**Errors in the Pt ionisation gap, split between neutral and cation**

The table holds the errors of the vertical Pt → Pt⁺ gap at eight levels from HF to CCSDT(Q) and AFQMC, against CCSDTQ in def2-SVP on UHF determinants, with 5s5p frozen and no spin-orbit coupling. The program tests two limits: that each level recovers the same share of correlation in both states (slope set by HF, then freed), and that all error sits in the neutral. It also compares electron and pair counts with the HF error and splits each gap error into neutral and cation parts using the neutral total energies. Both limits give the wrong sign for MP2, CCSD and CCSD(T); the small CCSD error is a cancellation, and (T) captures 98 % of the full triples in the neutral but 73 % in the cation. The two AFQMC gaps are not resolved from the reference or from each other.

Vertical ionisation gap of the Pt atom, neutral triplet to Pt⁺ doublet, computed with Ansatz 0.2.0 and the in-house AFQMC program afq 1. All runs use the def2-SVP basis with the def2 core potential, UHF determinants for both states and frozen 5s5p cores. "ph" marks phaseless AFQMC; "released" means that its constraint is let go.

## Numerical check

```python
# Table: error (meV) of the vertical Pt -> Pt+ gap (triplet to doublet, UHF based, def2-SVP,
# 5s5p frozen, no spin-orbit) against CCSDTQ; Ansatz 0.2.0 and an own AFQMC program.
# Tested: model A, same share of correlation recovered in both states; model B, all error in
# the neutral; electron and pair counts for the HF error; split into neutral and cation errors.
T = {
    'row_level': ['HF', 'MP2', 'CCSD', 'CCSD(T)', 'CCSDT', 'CCSDT(Q)', 'ph-AFQMC/CISD', 'released AFQMC'],
    'row_error': [-903.0, 188.0, 25.0, 31.0, -2.0, -1.0, 4.0, 1.0],  # meV
    'row_noise': [0.0, 0.0, 0.0, 0.0, 0.0, 0.0, 3.0, 8.0],  # meV
}
import numpy as np
g = dict(zip(T['row_level'], T['row_error']))
s = dict(zip(T['row_level'], T['row_noise']))
# Further outputs of the same runs: neutral Pt total energies in eV; reference gap from the caption
E = {'HF': -3221.65182, 'MP2': -3227.12443, 'CCSD': -3227.01945, 'CCSD(T)': -3227.11807,
     'CCSDT': -3227.11992, 'CCSDT(Q)': -3227.12453, 'ph-AFQMC/CISD': -3227.11202}
ref, gap = -3227.12545, 8.482
ss, os_ = -1992.153, -3480.455          # neutral MP2 same-spin, opposite-spin parts, meV
ph_err, fp, fp_err, phhf, phhf_err = 2.1173, -3227.12408, 1.3955, -3227.05733, 16.844
n = {k: 1e3*(v - ref) for k, v in E.items()}   # neutral error, meV
c = {k: n[k] + g[k] for k in E}                # cation error, meV (identity)
print(f"Reference gap {gap:.3f} eV; gap errors rounded to 1 meV (+-0.5, also in cation values)")
print(f"HF gap {gap + g['HF']/1e3:.3f} eV, error {100*g['HF']/(1e3*gap):.1f} % of the gap")
print(f"Correlation energy: neutral {-n['HF']:.0f}, cation {-c['HF']:.0f} meV, ratio {c['HF']/n['HF']:.3f}")
for name, r in (("per electron 9/10", 9/10), ("per pair 36/45", 36/45)):
    p = -(1 - r)*n['HF']
    print(f"  count {name}: HF gap error {p:.0f} meV, table {g['HF']:.0f}, ratio {p/g['HF']:.2f}")
p = -(ss*5/21 + os_*4/24)
d = g['MP2'] - g['HF']
print(f"  spin-resolved pairs: MP2 minus HF gap {p:.0f} meV, table {d:.0f}, off {100*(p-d)/d:+.1f} %")
k0 = g['HF']/n['HF']
print(f"Model A: gap error = {k0:.4f} x neutral error (set by HF). Model B: = -neutral error")
print("level            gap  neutral   cation | A pred  resid | B pred  resid (meV)")
for k in E:
    a, b = k0*n[k], -n[k]
    print(f"{k:14s}{g[k]:6.0f}{n[k]:9.1f}{c[k]:9.1f} |{a:7.1f}{g[k]-a:7.1f} |{b:7.1f}{g[k]-b:7.1f}")
L = [k for k in E if k != 'HF']
for lab, S in (("six correlated levels", L), ("same without MP2", L[1:])):
    x, y = np.array([n[k] for k in S]), np.array([g[k] for k in S])
    m = x @ y/(x @ x)
    res = y - m*x
    w = int(np.argmax(abs(res)))
    print(f"Free slope, {lab}: {m:+.2f}, rms {np.sqrt(np.mean(res**2)):.0f} meV, worst {S[w]} {res[w]:+.0f}")
print(f"  that second slope on MP2: predicted {m*n['MP2']:.1f}, table {g['MP2']:.0f} meV")
print("Share of correlation energy recovered (%): neutral, cation")
for k in L:
    print(f"  {k:14s}{100*(1-n[k]/n['HF']):7.2f}{100*(1-c[k]/c['HF']):7.2f}")
print("Steps (meV): neutral, cation, gap")
for a, b in (('MP2', 'CCSD'), ('CCSD', 'CCSD(T)'), ('CCSD', 'CCSDT'), ('CCSD(T)', 'CCSDT'), ('CCSDT', 'CCSDT(Q)')):
    print(f"  {a} -> {b}: {n[b]-n[a]:+.1f}, {c[b]-c[a]:+.1f}, {g[b]-g[a]:+.0f}")
print(f"  CCSDT -> CCSDTQ: {-n['CCSDT']:+.1f}, {-c['CCSDT']:+.1f}, {-g['CCSDT']:+.0f}")
tn, tc = n['CCSDT'] - n['CCSD'], c['CCSDT'] - c['CCSD']
fn, fc = (n['CCSD(T)'] - n['CCSD'])/tn, (c['CCSD(T)'] - c['CCSD'])/tc
print(f"(T) as share of full triples: neutral {100*fn:.0f} %, cation {100*fc:.0f} %")
print(f"Full triples cation/neutral {tc/tn:.2f}; share of correlation {-100*tn/n['HF']:.1f} %, {-100*tc/c['HF']:.1f} %")
print(f"CCSD gap error / cation error {100*g['CCSD']/c['CCSD']:.0f} %")
P, R = 'ph-AFQMC/CISD', 'released AFQMC'
for k in (P, R):
    print(f"{k}: {g[k]:.0f} +- {s[k]:.0f} meV, {g[k]/s[k]:.1f} standard errors from zero")
print(f"  their difference {g[P]-g[R]:.0f} +- {np.hypot(s[P], s[R]):.0f} meV; released walk not split by state")
print(f"  phaseless CISD: neutral {n[P]:.1f} +- {ph_err:.1f}, cation {c[P]:.0f} +- about {np.sqrt(s[P]**2-ph_err**2):.0f} meV")
print(f"Neutral only: free projection {1e3*(fp-ref):+.1f} +- {fp_err:.1f}, HF trial {1e3*(phhf-ref):+.0f} +- {phhf_err:.0f} meV")
assert g['HF'] < 0 < g['CCSD'] < g['CCSD(T)'] < g['MP2']
assert all(n[k] > 0 and c[k] > n[k] for k in ('MP2', 'CCSD', 'CCSD(T)'))
assert fc < fn and 36/45 < c['HF']/n['HF'] < 9/10
assert all(abs(g[k]) < 2*s[k] for k in (P, R))
```

It prints:

```
Reference gap 8.482 eV; gap errors rounded to 1 meV (+-0.5, also in cation values)
HF gap 7.579 eV, error -10.6 % of the gap
Correlation energy: neutral -5474, cation -4571 meV, ratio 0.835
  count per electron 9/10: HF gap error -547 meV, table -903, ratio 0.61
  count per pair 36/45: HF gap error -1095 meV, table -903, ratio 1.21
  spin-resolved pairs: MP2 minus HF gap 1054 meV, table 1091, off -3.4 %
Model A: gap error = -0.1650 x neutral error (set by HF). Model B: = -neutral error
level            gap  neutral   cation | A pred  resid | B pred  resid (meV)
HF              -903   5473.6   4570.6 | -903.0    0.0 |-5473.6 4570.6
MP2              188      1.0    189.0 |   -0.2  188.2 |   -1.0  189.0
CCSD              25    106.0    131.0 |  -17.5   42.5 | -106.0  131.0
CCSD(T)           31      7.4     38.4 |   -1.2   32.2 |   -7.4   38.4
CCSDT             -2      5.5      3.5 |   -0.9   -1.1 |   -5.5    3.5
CCSDT(Q)          -1      0.9     -0.1 |   -0.2   -0.8 |   -0.9   -0.1
ph-AFQMC/CISD      4     13.4     17.4 |   -2.2    6.2 |  -13.4   17.4
Free slope, six correlated levels: +0.27, rms 78 meV, worst MP2 +188
Free slope, same without MP2: +0.25, rms 13 meV, worst CCSD(T) +29
  that second slope on MP2: predicted 0.3, table 188 meV
Share of correlation energy recovered (%): neutral, cation
  MP2             99.98  95.86
  CCSD            98.06  97.13
  CCSD(T)         99.87  99.16
  CCSDT           99.90  99.92
  CCSDT(Q)        99.98 100.00
  ph-AFQMC/CISD   99.75  99.62
Steps (meV): neutral, cation, gap
  MP2 -> CCSD: +105.0, -58.0, -163
  CCSD -> CCSD(T): -98.6, -92.6, +6
  CCSD -> CCSDT: -100.5, -127.5, -27
  CCSD(T) -> CCSDT: -1.9, -34.9, -33
  CCSDT -> CCSDT(Q): -4.6, -3.6, +1
  CCSDT -> CCSDTQ: -5.5, -3.5, +2
(T) as share of full triples: neutral 98 %, cation 73 %
Full triples cation/neutral 1.27; share of correlation 1.8 %, 2.8 %
CCSD gap error / cation error 19 %
ph-AFQMC/CISD: 4 +- 3 meV, 1.3 standard errors from zero
released AFQMC: 1 +- 8 meV, 0.1 standard errors from zero
  their difference 3 +- 9 meV; released walk not split by state
  phaseless CISD: neutral 13.4 +- 2.1, cation 17 +- about 2 meV
Neutral only: free projection +1.4 +- 1.4, HF trial +68 +- 17 meV
```
